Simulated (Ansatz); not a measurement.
## Ligand exchange: CBr2Cl2 + GeH2(CH3)F → CBrCl2F + GeH2(CH3)Br

Species: CBr2Cl2 (dibromodichloromethane) `ClC(Cl)(Br)Br`, singlet; GeH2(CH3)F, singlet; CBrCl2F (bromodichlorofluoromethane) `FC(Cl)(Cl)Br`, singlet; GeH2(CH3)Br, singlet. The partners trade Br for F: C–Br and Ge–F bonds give way to C–F and Ge–Br.

Shapes, held fixed at every level: PBE0-D4/def2-TZVP. Programs: Ansatz 0.2.0. The zero-point and thermal change to 298 K, harmonic and unscaled (PBE0-D4/def2-TZVP), is +2.2 kJ/mol.

| level | kind | ΔH(298 K) (kJ/mol) | less CCSD(T)/def2-TZVPP |
| --- | --- | --- | --- |
| HF/def2-SVP | Hartree–Fock | -66.5 | -35.2 |
| PBE0-D4/def2-TZVPP | global hybrid | -45.0 | -13.7 |
| r2SCAN0-D4/def2-TZVPP | global hybrid | -48.5 | -17.2 |
| MP2/def2-SVP | perturbation theory | -36.8 | -5.5 |
| MP2/def2-TZVPP | perturbation theory | -19.2 | +12.1 |
| CCSD/def2-SVP | coupled cluster or CI | -47.4 | -16.1 |
| CCSD(T)/def2-TZVPP | coupled cluster or CI | -31.3 | 0.0 |

The highest level, CCSD(T)/def2-TZVPP, gives ΔH(298 K) = -31.3 kJ/mol; the levels span -66.5 to -19.2. The column of differences is taken from that level and isn't an error. No measured value is set beside it here. Relativity is left out for Br, Ge. Outer-core shells of Br, Ge are correlated in most correlated rows, in sets that cover them unevenly.

Every level makes the exchange exothermic, so fluorine favours carbon and bromine favours germanium in this pair, though the size of the preference is much less settled than its sign. Ge–F is a strong, polar bond, but its loss is offset by forming C–F and Ge–Br at the expense of a weak C–Br bond. Replacing one bromine on the crowded carbon with compact fluorine probably also relieves repulsion between the halogens, while fluorine lone-pair donation into the neighbouring C–Cl and C–Br antibonding orbitals strengthens the new C–F bond.

In the smaller basis, both MP2 and CCSD give a less exothermic reaction than Hartree–Fock, probably because correlation between the bulky, polarisable halogens stabilises CBr2Cl2 most. Enlarging the basis shifts MP2 the same way, from -36.8 to -19.2 kJ/mol, and carries it past the CCSD(T) value. The closer match of small-basis MP2 therefore reflects compensating shifts rather than a better description. The exothermicity says nothing about the barrier to exchange.
